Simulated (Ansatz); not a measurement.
**Ligand exchange: C3H8Te + Si(CH3)(NH2)2(SiH3) → C2H8SiTe + Si(CH3)2(NH2)2**

Gas-phase species: C3H8Te `CC[Te]C`, singlet; Si(CH3)(NH2)2(SiH3), singlet; C2H8SiTe `CC[Te][SiH3]`, singlet; Si(CH3)2(NH2)2, singlet. The partners trade CH3 for SiH3: Te–CH3 and Si–SiH3 bonds give way to Te–SiH3 and Si–CH3.

Shapes, held fixed at every level: PBE0-D4/def2-TZVP. Flexible molecules stand in one conformer, not always the lowest. Programs: Ansatz 0.2.0. Electronic energies: no zero-point or thermal term.

```json
{"level": "PBE-D4/def2-TZVPP", "kind": "GGA", "ΔE (kJ/mol)": "-92.8", "less CCSD(T)/def2-TZVPP": "+8.3"}
{"level": "r2SCAN-D4/def2-TZVPP", "kind": "meta-GGA", "ΔE (kJ/mol)": "-104.1", "less CCSD(T)/def2-TZVPP": "-3.0"}
{"level": "B3LYP-D4/def2-TZVPP", "kind": "global hybrid", "ΔE (kJ/mol)": "-99.7", "less CCSD(T)/def2-TZVPP": "+1.4"}
{"level": "wB97M-V/def2-TZVPP", "kind": "range-separated hybrid", "ΔE (kJ/mol)": "-108.3", "less CCSD(T)/def2-TZVPP": "-7.2"}
{"level": "wB97X-V/def2-TZVPP", "kind": "range-separated hybrid", "ΔE (kJ/mol)": "-101.6", "less CCSD(T)/def2-TZVPP": "-0.5"}
{"level": "B2PLYP/def2-TZVPP", "kind": "double hybrid", "ΔE (kJ/mol)": "-103.4", "less CCSD(T)/def2-TZVPP": "-2.3"}
{"level": "CCSD/def2-TZVPP", "kind": "coupled cluster or CI", "ΔE (kJ/mol)": "-102.9", "less CCSD(T)/def2-TZVPP": "-1.8"}
{"level": "CCSD(T)/def2-TZVPP", "kind": "coupled cluster or CI", "ΔE (kJ/mol)": "-101.1", "less CCSD(T)/def2-TZVPP": "0.0"}
```

The highest level, CCSD(T)/def2-TZVPP, gives ΔE = -101.1 kJ/mol; the levels span -108.3 to -92.8. The column of differences is taken from that level and isn't an error. No measured value is set beside it here. For atoms past krypton def2 sets carry core potentials with scalar relativity. Outer-core shells of Te are correlated, in sets that cover them unevenly.

The exchange is strongly exothermic at every level, with CCSD(T) giving -101.1 kJ/mol, so the preference for SiH3 on tellurium and CH3 on silicon doesn't depend on the choice of method. The main driving force is probably the replacement of a weak, nearly nonpolar Si–Si bond by a stronger, polar Si–C bond. The two amino groups leave the central silicon electron-poor, which should favour the more electronegative carbon over a second silicon. On the tellurium side, the diffuse 5p orbitals overlap poorly with compact carbon orbitals, so giving up Te–C for Te–Si should cost little and may even help.

Perturbative triples shift the CCSD value only slightly, as expected for closed-shell molecules that exchange single bonds one for one. The functionals don't fall into order by class: the two range-separated hybrids differ visibly from each other, while B3LYP lies close to CCSD(T). The net energy alone can't show how much of the gain arises at silicon and how much at tellurium.
